# When does a thin layer between unequal barriers bind a carrier?

## Premises

A one-dimensional square well between equal barriers binds a state however thin it is. With unequal barriers this guarantee is lost, and today I will derive the width at which binding sets in. I make four assumptions.

1. The carrier is described by a single-band envelope function $\psi(z)$, at zero in-plane wave vector.
2. The interfaces are abrupt and the bands flat. Energy is counted from the band edge of the well, so $V=0$ and $m=m_w$ for $0<z<L$, $V=V_1$ and $m=m_1$ for $z<0$, and $V=V_2$ and $m=m_2$ for $z>L$. The labels are chosen so that $0<V_1<V_2$, and $\Delta=V_2-V_1$.
3. The masses are constants within each layer.
4. The Hamiltonian has the BenDaniel–Duke form

$$H=-\frac{\hbar^2}{2}\frac{d}{dz}\frac{1}{m(z)}\frac{d}{dz}+V(z).$$

Integrate $H\psi=E\psi$ over a shrinking interval around an interface. The term $(V-E)\psi$ is bounded and drops out, so $\psi'/m$ is continuous. A finite $\psi'$ makes $\psi$ continuous too.

## The energy window

For a normalised state, integration by parts gives $E=\int[\hbar^2|\psi'|^2/2m+V|\psi|^2]\,dz>0$. For $E>V_1$ the solutions at $z<0$ oscillate and cannot be normalised. At $E=V_1$ they are linear in $z$ and cannot be normalised either. A state cannot vanish identically at $z<0$, since $\psi=\psi'=0$ at one point forces $\psi=0$ everywhere. Bound states therefore need $0<E<V_1$, where

$$k=\frac{\sqrt{2m_wE}}{\hbar},\qquad \kappa_i=\frac{\sqrt{2m_i(V_i-E)}}{\hbar}\quad(i=1,2)$$

are real and positive.

## Matching

Normalisability keeps $A e^{\kappa_1 z}$ on the left and $A'e^{-\kappa_2(z-L)}$ on the right. Every real solution in the well can be written $C\cos(kz-\theta_1)$. The two continuity conditions combine into continuity of $\psi'/(m\psi)$. At $z=0$,

$$\frac{\kappa_1}{m_1}=\frac{k}{m_w}\tan\theta_1 .$$

The left side is positive, and shifting $\theta_1$ by $\pi$ only flips the sign of $C$, so I take $0<\theta_1<\pi/2$. At $z=L$,

$$-\frac{k}{m_w}\tan(kL-\theta_1)=-\frac{\kappa_2}{m_2}.$$

Define $\theta_2\in(0,\pi/2)$ by $\tan\theta_2=m_w\kappa_2/(m_2k)$. Then $kL-\theta_1$ equals $\theta_2$ up to a multiple of $\pi$. A negative multiple would give $kL\le\theta_1+\theta_2-\pi<0$, which is excluded. Hence

$$\boxed{kL=(n-1)\pi+\arctan\frac{m_w\kappa_1}{m_1k}+\arctan\frac{m_w\kappa_2}{m_2k}},\qquad n=1,2,\dots$$

The argument of the cosine runs from $-\theta_1$ to $\theta_2+(n-1)\pi$ and passes $n-1$ zeros on the way, so $n$ counts the states by their nodes.

## Existence and counting

Let $\Phi(E)=kL-\theta_1-\theta_2$, with $\tan\theta_i=\sqrt{m_w(V_i-E)/(m_iE)}$. Differentiating,

$$\frac{d\theta_i}{dE}=-\frac{\sqrt{m_wm_i}\;V_i}{2\sqrt{E(V_i-E)}\,[\,m_iE+m_w(V_i-E)\,]}<0 .$$

Since $k$ grows with $E$, $\Phi$ is continuous and strictly increasing. As $E\to0$ both angles tend to $\pi/2$ and $\Phi\to-\pi$. As $E\to V_1$, $\theta_1\to0$ and

$$\Phi\to k_1L-\theta_c,\qquad k_1=\frac{\sqrt{2m_wV_1}}{\hbar},\qquad \theta_c=\arctan t,\qquad t=\sqrt{\frac{m_w\Delta}{m_2V_1}} .$$

A strictly increasing continuous function takes each value between its limits exactly once. State $n$ thus exists if and only if $k_1L-\theta_c>(n-1)\pi$. For $n=1$,

$$\boxed{L>L_c=\frac{\hbar}{\sqrt{2m_wV_1}}\arctan\sqrt{\frac{m_w(V_2-V_1)}{m_2V_1}}}$$

and each further state needs another $\pi/k_1$ of width.

**Question.** *Why has $m_1$ disappeared?*

At threshold $\kappa_1=0$ and the envelope is flat on the left. A zero slope stays zero whatever mass divides it. This flat state is not normalisable, which is why the inequality is strict.

**Question.** *What is the physical reason for a threshold?*

Follow the solution at $E=V_1$. It enters the well flat and bends down as $\cos k_1z$. To join a decaying exponential on the right it must arrive with $\psi'/(m\psi)=-\kappa_2/m_2$, and it needs a finite length to acquire that slope. With equal barriers the required slope is zero.

## Limits

For $\Delta\to0$, $\theta_c\to0$ and $L_c\to0$, the symmetric result. For $V_2\to\infty$ at fixed $m_2$, $\theta_c\to\pi/2$ and

$$L_c\to\frac{\pi\hbar}{2\sqrt{2m_wV_1}},$$

a quarter wavelength between a node at the wall and an antinode at $z=0$. As $\theta_c<\pi/2$ always, this is an upper bound.

The limit that matters for atomically thin layers is small $t$. Since $t/k_1=\hbar\sqrt{\Delta/2m_2}/V_1$,

$$L_c=L_\delta\,\frac{\arctan t}{t}=L_\delta\left(1-\frac{t^2}{3}+\dots\right),\qquad L_\delta=\frac{\hbar}{V_1}\sqrt{\frac{\Delta}{2m_2}} .$$

The well mass enters only the correction. One sees why by integrating the equation at $E=V_1$ across a layer so thin that $\psi$ is constant over it. This gives $-\tfrac{\hbar^2}{2}[\psi'/m]=V_1L\psi$, where the bracket is the change across the layer, from $0$ to $-\kappa_2\psi/m_2$. So $V_1L_\delta=\hbar^2\kappa_2/2m_2$ with $\kappa_2=\sqrt{2m_2\Delta}/\hbar$: only the integrated strength $V_1L$ counts.

**Question.** *How fast does the binding grow above threshold?*

Let $B=V_1-E=\hbar^2\kappa_1^2/2m_1$. Both $k$ and $\theta_2$ are smooth in $E$ at $V_1$ when $\Delta>0$, so they change only at order $\kappa_1^2$, while $\theta_1\approx m_w\kappa_1/(m_1k_1)$ is of first order. The $n=1$ condition becomes $k_1(L-L_c)\approx m_w\kappa_1/(m_1k_1)$, and therefore

$$\kappa_1\approx\frac{2m_1V_1}{\hbar^2}(L-L_c),\qquad B\approx\frac{2m_1V_1^2}{\hbar^2}(L-L_c)^2 .$$

The onset is quadratic. The state lies almost entirely in the lower barrier, which is why $m_1$ returns here.

**Question.** *What if a spacer of the low-barrier material, of thickness $s$, separates the well from the high barrier?*

At $E=V_1$ the envelope is linear in the spacer. Normalise it to 1 at the step. There $\psi'/m=-\kappa_2/m_2$, so the slope in the spacer is $-m_1\kappa_2/m_2$, and at the well edge $\psi=1+sm_1\kappa_2/m_2$ with $\psi'/m$ unchanged. The threshold condition becomes $\tan k_1L_c=t/(1+sm_1\kappa_2/m_2)$. A spacer lowers the threshold, which vanishes as $s\to\infty$.

## Range of validity

The boxed results are exact for the Hamiltonian stated. As a description of a crystal they rest on the following.

*One valley.* $V_2$ must be the lowest conduction edge of the barrier and of $\Gamma$ character. In Al$_x$Ga$_{1-x}$As this typically holds up to $x\approx0.4$.

*Parabolic bands.* At threshold the carrier is $V_1$ above the edge of the well material, which may exceed its gap $E_g$. In a two-band Kane model, $E(1+E/E_g)=\hbar^2k^2/2m$, and eliminating the valence component gives the same equation and matching rule with $m(E)=m(1+E/E_g)$, $E$ being counted from the local conduction edge. The expression for $L_c$ then holds with the masses taken at the threshold energy, $m_w(1+V_1/E_{g,w})$ and $m_2(1-\Delta/E_{g,2})$.

*Zero in-plane momentum.* A wave vector $k_\parallel$ adds $\hbar^2k_\parallel^2/2m$ in each layer, so $V_i\to V_i-\tfrac12\hbar^2k_\parallel^2(1/m_w-1/m_i)$ and the derivation goes through with these heights.

*Short-range potential only.* Near threshold $B$ is small and $1/\kappa_1$ long. Electric fields and the Coulomb attraction of a hole must be small against $B$, and the low barrier must be thicker than $1/\kappa_1$.

*Envelope picture.* For a layer one or two monolayers thick, a bulk mass, an offset and a sharp width have no separate meaning. The small-$t$ result tells us what survives: an effective strength $V_1L$, which the envelope model does not predict and must take as input.

## Illustration: GaAs / InAs / Al$_{0.3}$Ga$_{0.7}$As along [001]

From the compilation of Vurgaftman 2001 (measured values, 0 K) I take electron masses of $0.026\,m_e$ for InAs and $0.067\,m_e$ for GaAs, and gaps of 0.417 eV and 1.519 eV. The remaining inputs are approximate typical values: $V_1=0.55$ eV for the conduction offset of InAs strained to GaAs, $\Delta=0.25$ eV and $m_2=0.092\,m_e$ for the alloy, and 0.32 nm per strained InAs monolayer (ML). With $\hbar^2/2m_e=0.0381$ eV nm$^2$,

$$k_1=0.613\ \text{nm}^{-1},\quad \kappa_2=0.777\ \text{nm}^{-1},\quad t=0.358,\quad \theta_c=0.344,$$

and the model gives $L_c=0.56$ nm, or 1.8 ML. The thin-layer value is $L_\delta=0.585$ nm, multiplied by $\arctan t/t=0.96$. A hard wall would require 2.6 nm.

At $L=2$ ML $=0.64$ nm, which is 0.078 nm above threshold, the quadratic law gives 3.3 meV and the full equation $B=2.8$ meV, equivalent to 32 K, with $1/\kappa_1=14$ nm. The same layer with GaAs on both sides, where $kL=2\theta_1$, binds by 47 meV.

**Question.** *The electron sits 0.55 eV up a band whose gap is 0.417 eV. Isn't the parabolic mass hopeless?*

The mass itself is badly off, but the threshold hardly notices. The two-band rule gives $0.026(1+0.55/0.417)=0.060$. For the alloy, an approximate valence offset of 0.14 eV makes the gap $1.519+0.25+0.14=1.91$ eV and the mass $0.092(1-0.25/1.91)=0.080$. Compressive strain widens the InAs gap and raises $m_w$ further, so I add 0.080 as an illustrative larger value.

| $m_w/m_e$ | $m_2/m_e$ | $t$ | $L_c$ (nm) |
|---|---|---|---|
| 0.026 | 0.092 | 0.36 | 0.56 |
| 0.060 | 0.092 | 0.54 | 0.54 |
| 0.060 | 0.080 | 0.58 | 0.57 |
| 0.080 | 0.080 | 0.67 | 0.55 |

A heavier well lowers $L_c$ through $\arctan t/t$, a lighter barrier raises it through $L_\delta$, and the two nearly cancel. The in-plane correction is also minor: at $k_\parallel=0.1$ nm$^{-1}$, with the first row's masses, $V_1$ falls by 9.0 meV and $\Delta$ by 1.5 meV.

**Question.** *Then what does limit the number?*

The offset and the interface. Because $L_c$ goes nearly as $1/V_1$, moving $V_1$ to 0.45 eV or 0.65 eV gives 0.68 nm or 0.48 nm, that is 2.1 or 1.5 ML. One monolayer of GaAs as spacer, approximately 0.28 nm thick, gives 0.49 nm at $V_1=0.55$ eV. Indium typically segregates into the overlayer over a length of order 1 nm, comparable with $1/\kappa_2=1.3$ nm, so the growth order matters. By the spacer result, indium moved away from the step into GaAs binds more easily, and indium moved into the alloy sits where the threshold envelope has decayed and binds less.

**Question.** *And the holes?*

At $k_\parallel=0$ the heavy hole along [001] decouples in the Luttinger model, with $m=m_e/(\gamma_1-2\gamma_2)$. The compiled parameters (Vurgaftman 2001) give $1/(20-17)=0.333$ for InAs and $1/(6.98-4.12)=0.350$ for GaAs. I take approximate inputs $V_1=0.40$ eV, $\Delta=0.14$ eV and $m_2=0.38\,m_e$; the two InAs offsets together imply a strained gap of $1.519-0.55-0.40=0.57$ eV. Counting hole energy downwards, the same formula gives $L_c=0.27$ nm, less than one monolayer. Between the two thresholds the model binds the heavy hole and not the electron.

**Question.** *Would luminescence show the electron threshold?*

Not sharply, because the neglected Coulomb term is larger than the effect. With the GaAs electron mass and the static dielectric constant 12.87 (300 K, compiled by Rakita 2019), the hydrogenic scale for an electron around a heavy positive charge is $13.6\ \text{eV}\times0.067/12.87^2=5.5$ meV, with a radius of 10 nm. This exceeds the 2.8 meV found at 2 ML, so a hole trapped in the layer can hold an electron below $L_c$ as well. A field of $B\kappa_1/e=1.9$ kV/cm drops $B$ over one decay length and also blurs the onset. The threshold as derived concerns a lone electron under flat bands at low temperature.

**Question.** *Do these inputs behave like a real wetting layer?*

Roughly, and on the strong side for the electron–hole pair. Take a typical thickness of 1.6 ML, or 0.51 nm, with GaAs on both sides. The model binds the electron by 31 meV and the heavy hole by 73 meV, together 104 meV below the GaAs gap before any exciton binding. As typical knowledge, such layers emit near 1.44 eV at low temperature, 79 meV below the gap, so the abrupt model overbinds the pair by a factor of about 1.3, and by more once the exciton is included. The comparison tests only the sum, and the excess may lie wholly in the hole. The decay lengths are 1.2 nm for the hole and 4.3 nm for the electron, so segregation over about 1 nm weakens the hole binding at unchanged strength and affects the electron much less. The division of the offsets matters too: at the same strained gap, 0.65 eV for the electron and 0.30 eV for the hole give 43 meV each, together 86 meV, which is closer to the typical value and goes with $L_c=0.48$ nm. The emission energy therefore fixes neither the size nor the sign of the miss in the electron's $V_1L$ or $L_c$.

For a lone electron in the asymmetric stack, then, the model's threshold is 0.56 nm, with 0.48 to 0.68 nm spanned by the assumed offset. A 0.51 nm layer lies inside that span and below the central value. The model says that such an electron is unbound or bound very weakly, and the inputs do not decide between the two.